**Question: Can I estimate the pressure of a crystal cell by hand, and should a factor of three between potentials worry me?**

I have six calculations of boron phosphide (BP), all with the PBE functional and all on exactly the same cubic cell, with an edge of 4.538 Å. Only the potentials that stand in for the atomic cores change, along with the basis cutoff that goes with each.

ABINIT calculations of zinc-blende BP with the PBE functional, without dispersion correction or spin polarisation, on one fixed two-atom cell with an 8×8×8 k mesh and Fermi-Dirac smearing of 0.05 eV. The basis is given as the plane-wave cutoff energy, and pressure is positive in compression.

```
                          potentials    basis  pressure (GPa)
                    SG15 NC PBE v1.2   925 eV           0.350
                    SPMS NC PBE v1.0   816 eV           0.840
 PseudoDojo NC SR PBE v0.4 stringent   925 eV           0.910
PseudoDojo NC SR PBE v0.4.1 standard  1034 eV           1.000
                    JTH PAW PBE v2.0   408 eV           1.030
                       Ansatz NC PBE   980 eV           1.060
```

I don't understand why there is any pressure at all, since nobody is squeezing the crystal. One set gives 0.35 GPa and another 1.06 GPa, which looks like a serious disagreement. Is there a way to tell on paper what number to expect, and how much scatter is harmless?

**Answer**

The pressure in your table isn't one that acts on a sample. It tells how hard the calculated crystal pushes against a cell whose size you have prescribed. Each functional has its own preferred cell, at which its energy is lowest and the pressure vanishes. If the prescribed cell is smaller than that, the crystal pushes outwards and the pressure is positive, as it is in all six rows.

PBE is known to make the bonds of many solids slightly too long, because its gradient correction favours the uneven density of separated atoms over the smoother density of the solid. For BP, I recall a preferred cubic edge roughly 0.01 Å longer than the 4.538 Å of your cell. So the crystal is held a little too tight, and the sign of the pressure follows from that. Its size depends on how stiff the crystal is.

Close to its minimum, the energy is a parabola in the volume, so the pressure grows in proportion to the volume mismatch. The factor of proportion is the bulk modulus B: for BP roughly 160 GPa, also a recalled value. The volume goes as the cube of the edge, so a small relative change in edge counts three times in the volume. With a for the edge of your cell and a₀ for the edge that PBE prefers, this gives

P ≈ 3B (a₀ − a)/a

**Forwards: the JTH row.** The numbers go in as

P ≈ 3 × 160 GPa × 0.01 Å / 4.538 Å ≈ 1.06 GPa

The calculation gave 1.03 GPa. That agreement is closer than the rule deserves. An edge difference quoted as 0.01 Å may really be anything from 0.005 to 0.015 Å, and the estimate then runs from 0.5 to 1.6 GPa. The honest estimate is "about 1 GPa, give or take a half".

The two inputs weren't adjusted to the rows, but I did have your table in front of me when I chose them, so trust the range more than the hit. The recalled edge also comes from PBE calculations. The agreement therefore shows only that this run is consistent with what PBE usually gives for BP. It doesn't show that PBE is right about the crystal.

**Backwards: the SG15 row.** Here the rule is more useful when turned round, so that a pressure is read as a length:

a₀ − a ≈ a P/(3B) = 4.538 Å × 0.35 GPa / (3 × 160 GPa) ≈ 0.003 Å

The other five rows give 0.008 to 0.010 Å in the same way, if all the potentials make the crystal about equally stiff. Your factor of three in pressure is thus a disagreement of about 0.007 Å in the preferred edge, roughly one and a half parts in a thousand. A stiff crystal turns tiny differences in length into pressures that look large.

This is also why a percentage is a poor measure here. The pressure passes through zero at the preferred cell, so near that point even an excellent calculation can be wrong by a large percentage. Compare such pressures by their difference in GPa, and then convert that difference into a length. For BP, 0.1 GPa corresponds to about 0.001 Å.

**How well the rule does.** It gives one number for the whole table, because potentials don't appear in it. Its typical (root-mean-square) miss is 0.3 GPa over all six rows and 0.12 GPa over the five without SG15. Guessing zero pressure would miss by 0.9 GPa over the six. The output below lists the rule against each row.

The rule therefore accounts for the common push and leaves the differences between rows to be explained. The cell, the functional and the k mesh are the same throughout, so these differences must come from the potentials and the basis. I wouldn't read anything into the order of the three highest pressures, which lie within 0.06 GPa of each other.

**What the basis can do.** The wavefunctions are built from plane waves up to a cutoff energy, and the pressure is worked out with that set of waves held fixed. When the cell is stretched in thought, the same waves are stretched too, and they describe fine detail less well. The energy then rises for a reason that has nothing to do with the crystal. This resists expansion and makes the calculated pressure too low, an error known as Pulay stress.

Its size can be judged from how much the energy still falls when the cutoff is raised. Between the two PseudoDojo rows, the cutoff rises from 925 to 1034 eV and the energy falls by 1.6 meV per cell. That corresponds to a pressure error of somewhat less than 0.1 GPa, the same size as the 0.09 GPa between these rows, and the row with the lower cutoff has the lower pressure, as it should. The version of the potentials changes as well, and total energies from different potentials can't in general be compared. Here, though, the two energies agree to within 2 meV, while the nearest of the other sets is about 0.4 eV away. The two rows therefore probably use the same or nearly the same potentials for boron and phosphorus, which makes the basis the likely cause of their difference.

**What the potential can do.** SG15 lies about 0.6 GPa below the mean of the other five. For the basis alone to cause this, its energy would have to fall by very roughly 10 to 15 meV over that same step in cutoff, many times the 1.6 meV between the PseudoDojo rows. You can test this with a single extra run of SG15 at 1034 eV.

There is a hint that the potential itself is involved. In the same runs, the SG15 band gap is 0.023 eV above the next largest, while the other five gaps lie within 0.008 eV of each other. The cell is identical, so the difference in gap can't come from a difference in bond length. The cutoff is an unlikely cause too, because the gaps of the two PseudoDojo rows differ by less than 0.001 eV.

My guess at the reason is the nonlinear core correction, which SG15 leaves out. The exchange–correlation energy isn't simply the sum of a core part and a valence part where the two densities overlap, and this correction accounts for that. Your six runs don't isolate its effect, so it remains a candidate.

**Where the rule stops working.** Close to the preferred cell, the weak point is the edge difference: an error of 0.005 Å costs half a GPa, while a bulk modulus wrong by a tenth shifts the estimate by only 0.1 GPa. Further away the roles change. The relative error in the edge difference shrinks, and the stiffness begins to decide the result.

The true pressure also departs from the straight line, because a crystal gets stiffer as it is compressed. A Murnaghan curve, which includes this with a typical rate of stiffening, differs from the line by only about 1% for your cell. If the edge were 2% too short, the line would already be low by roughly a tenth.

For another cubic crystal, ask the same two questions: how far is the cell from the one the functional prefers, and how stiff is the material? At the same relative mismatch in edge, twice the bulk modulus means twice the pressure. If the cell is larger than the preferred one, the sign turns and the crystal pulls inwards.

Printed output of the fit:

```
Cubic edge of the cell in A: 4.538
Rule of thumb pressure in GPa: 1.058
Rule with edge excess 0.005 A in GPa: 0.5288
Rule with edge excess 0.015 A in GPa: 1.587
Murnaghan pressure with B prime 4 in GPa: 1.071
Rule against the rows:
                                   row  pressure GPa  rule less computed GPa  implied edge excess in 0.001 A
                      SG15 NC PBE v1.2          0.35                  0.7077                           3.309
                      SPMS NC PBE v1.0          0.84                  0.2177                           7.942
   PseudoDojo NC SR PBE v0.4 stringent          0.91                  0.1477                           8.604
  PseudoDojo NC SR PBE v0.4.1 standard             1                 0.05769                           9.455
                      JTH PAW PBE v2.0          1.03                 0.02769                           9.738
                         Ansatz NC PBE          1.06               -0.002315                           10.02
Miss of the rule for JTH in GPa: 0.02769
Rms miss over all six rows in GPa: 0.3093
Rms miss over the five rows without SG15 in GPa: 0.1211
Rms miss of the guess of zero pressure in GPa: 0.8982
Spread of the five rows without SG15 in GPa: 0.22
SG15 below the mean of the other five in GPa: 0.618
The same shortfall as an edge in A: 0.005843
PseudoDojo standard less stringent pressure in GPa: 0.09
PseudoDojo energy fall from stringent to standard in meV per cell: 1.62
Pulay pressure error estimated from this fall in GPa: 0.0666
Energy fall needed over the same cutoff step to explain SG15 in meV per cell: 15.03
SG15 gap above the largest other gap in eV: 0.023
Spread of the other five gaps in eV: 0.008
```
